**Q:** I asked for a shear of SnO₂, and the program says it made one. Yet in the row at +1 % the largest stress is xx, which is a plain compression. What went wrong?

Calculated values. Rutile SnO2 (conventional a = 4.722, c = 3.190 Å; 11.86 Å³ per atom), sheared "c along a" at fixed volume with only the atoms relaxed; in the table, a and c are edges of the 12-atom cell, both 5.699 Å at zero strain. Ansatz 0.2.0, LDA, scalar-relativistic plane-wave PAW, no spin polarisation, 420 eV cutoff, 6×6×6 k mesh, 0.02 eV Gaussian smearing. Stress is positive in compression.

```csv
strain (%),energy change (meV/atom),c over a,stress xx (GPa),stress yy (GPa),stress zz (GPa),stress yz (GPa),stress xz (GPa),stress xy (GPa)
-2,1.6,1.0052,-2.17,2.13,-1.17,0.27,0.81,0.09
-1,0.4,1.0026,-1.10,1.06,-0.59,0.15,0.40,0.04
0,0.0,1.0000,0.00,-0.01,-0.01,0.00,0.00,0.00
1,0.4,0.9975,1.12,-1.07,0.59,-0.16,-0.39,-0.03
2,1.6,0.9950,2.26,-2.13,1.19,-0.31,-0.78,-0.04
```

**A:** Nothing went wrong, but "c along a" refers to the edges of this particular cell. They are slanted vectors, not the edges of the usual rutile cell. Worked out from those vectors, x is the rutile c axis, while y and z are the two diagonals of its square base. The run slides {111} planes over one another along a <101> direction.

Resolved along x, y and z, such a slide is mostly squeeze and stretch. At +1 % the crystal is shortened by 0.40 % along x, lengthened by the same amount along y and left alone along z. Shears xz and yz come with it, with tensor components about half as large. Stress counts as positive in compression here, so xx is 1.12 GPa and yy is −1.07 GPa.

**Q:** Then the falling c over a must be the crystal shrinking along its c axis in response?

**A:** No, that column is the ratio of two slanted edges, which are equal at zero strain. The rutile ratio itself is 3.190/4.722 = 0.676. Geometry alone reproduces the column to within one unit of its last decimal. The cell was held and only the atoms could relax, so the crystal could answer the strain with stress, but not with a further change of shape.

**Q:** The energy change is 0.4 at 1 % and 1.6 at 2 %, for either sign. How far can I trust those digits?

**A:** The fourfold rise is what an elastic solid should give, because stress grows with strain and energy with its square. But half a unit in the last digit is 12.5 % of the smaller value and 3 % of the larger, so a stiffness should not be taken from the energies at 1 %.

The stresses carry more digits, though the strained runs were flagged for a loose self-consistency threshold for stress. I therefore compare them with the energy. Take each stress and its own strain per unit of imposed shear $\gamma$, both counted as positive in stretching. Multiply the two, count the shears twice, and add. This gives a modulus $M$ of 110.8 GPa for the whole mixed strain. With the volume per atom $V$ and 1 eV/Å³ = 160.2 GPa, the row at +2 % should cost

$$\Delta E=\tfrac12 M\gamma^2V=\tfrac12\times110.8\times(0.02)^2\times\frac{11.86}{160.2}\ \text{eV}=1.64\ \text{meV per atom}.$$

The table has 1.6. The stress slopes were averaged over all rows, this one included, but no energy went into them. The agreement shows that stresses, energies and my reading of the axes belong together. It does not show that LDA is right about SnO₂.

**Q:** The crystal is not strained along z at all. Why is there a zz stress of 0.59 GPa at +1 %?

**A:** This is the Poisson effect with the sideways movement blocked. A crystal squeezed along x wants to bulge along z, and since the cell forbids it, it pushes. The stretch along y ought to pull z inwards and cancel that push. The positive stress shows that the push wins.

The rutile structure suggests why. Each tin atom has four oxygen neighbours in a plane that contains the c axis and one base diagonal, and two more along the other diagonal. Every Sn–O bond therefore lies in an xy plane or an xz plane, and none leans along both y and z. Squeezing along x compresses slanted bonds that push outwards along z, whereas the bonds stretched along y have no grip on z. This argument leaves out bond angles and the forces between more distant ions. The table gives only the sum of the two effects; a run stretched along y alone would test it.

**Q:** The volume never changes, yet the three normal stresses do not average to zero. Where does the pressure come from?

**A:** From the difference between the c axis and the base. In a cubic crystal, a small strain at fixed volume produces no pressure to first order, whatever its direction. Here the pressure rises by 0.21 GPa for each per cent of imposed shear and changes sign with it.

For a tetragonal crystal, that sign means that uniform pressure shortens c by a smaller fraction than a. The likely reason is that the octahedra share edges in chains along c, which leaves them little room to give way. Across the chains they share only corners, which can act as hinges.

**Q:** So may I quote 111 GPa as the shear modulus of SnO₂?

**A:** Only as the stiffness of this one slide. The xx and yy strains take 79 % of the work, so the number is mainly a resistance to squeezing and stretching. For a true shear modulus, divide a shear stress by the change of angle that belongs to it, which is twice the tensor shear listed in the output below.

For the xz shear this gives 94 GPa, the constant usually called $C_{44}$. For the yz shear it gives 36 GPa, which is half of $C_{11}-C_{12}$. Both are LDA values obtained with PAW datasets made for PBE. I would rely on the large gap between them more than on their second digits.

**Q:** Why should one shear be so much softer than the other?

**A:** The bond directions suggest a reason here too. A shear changes a bond's length to first order only if the bond leans along both axes of that shear. The xz shear finds such bonds: it lengthens some and shortens others. The yz shear finds none, so it mainly bends angles, and the octahedra can follow by turning about the c axis.

In the usual rutile cell, this soft shear makes one base edge longer and the other shorter. It is the distortion that leads from rutile to the CaCl₂-type structure, which SnO₂ is known to adopt under pressure.

**Q:** Do we see the start of that transition here?

**A:** No. The energy rises for both signs of strain, and the yz shear meets a restoring stress, so at this volume the rutile form is stable against this distortion. Distortions that the imposed strain does not contain were not tested. What the table leaves open is how quickly the 36 GPa falls when the crystal is compressed. The same five strains repeated at a few smaller volumes would show it, provided the yz stress is followed by itself: in the total energy, the stiffer strains would hide most of the softening.

Printed output of the fit:

```
Work and pressure:
  row  energy change (meV/atom)  work from stresses (meV/atom)  pressure (GPa)  edge ratio from geometry alone
   -2                       1.6                           1.64         -0.4033                           1.005
   -1                       0.4                         0.4101           -0.21                           1.003
    0                         0                              0       -0.006667                               1
    1                       0.4                         0.4101          0.2133                          0.9975
    2                       1.6                           1.64            0.44                           0.995
squeeze along x and equal stretch along y at 1 % imposed shear (%): 0.4048
xz tensor shear at 1 % imposed shear (%): 0.2118
yz tensor shear at 1 % imposed shear (%): 0.2024
xy tensor shear at 1 % imposed shear (%): 0.01848
energy at 2 % over energy at 1 %: 4
modulus of the mixed strain from the stresses (GPa): 110.8
share of the work done by the xx and yy strains (%): 79.35
modulus of the xz shear, C44 (GPa): 93.71
modulus of the yz shear, half of C11 less C12 (GPa): 36.32
zz stress slope over xx stress slope: 0.5325
pressure slope (GPa per 1 % imposed shear): 0.211
mean of xx stress at +2 and -2 % (GPa): 0.045
half a last digit of the energy at 1 % (% of the value): 12.5
half a last digit of the energy at 2 % (% of the value): 3.125
```
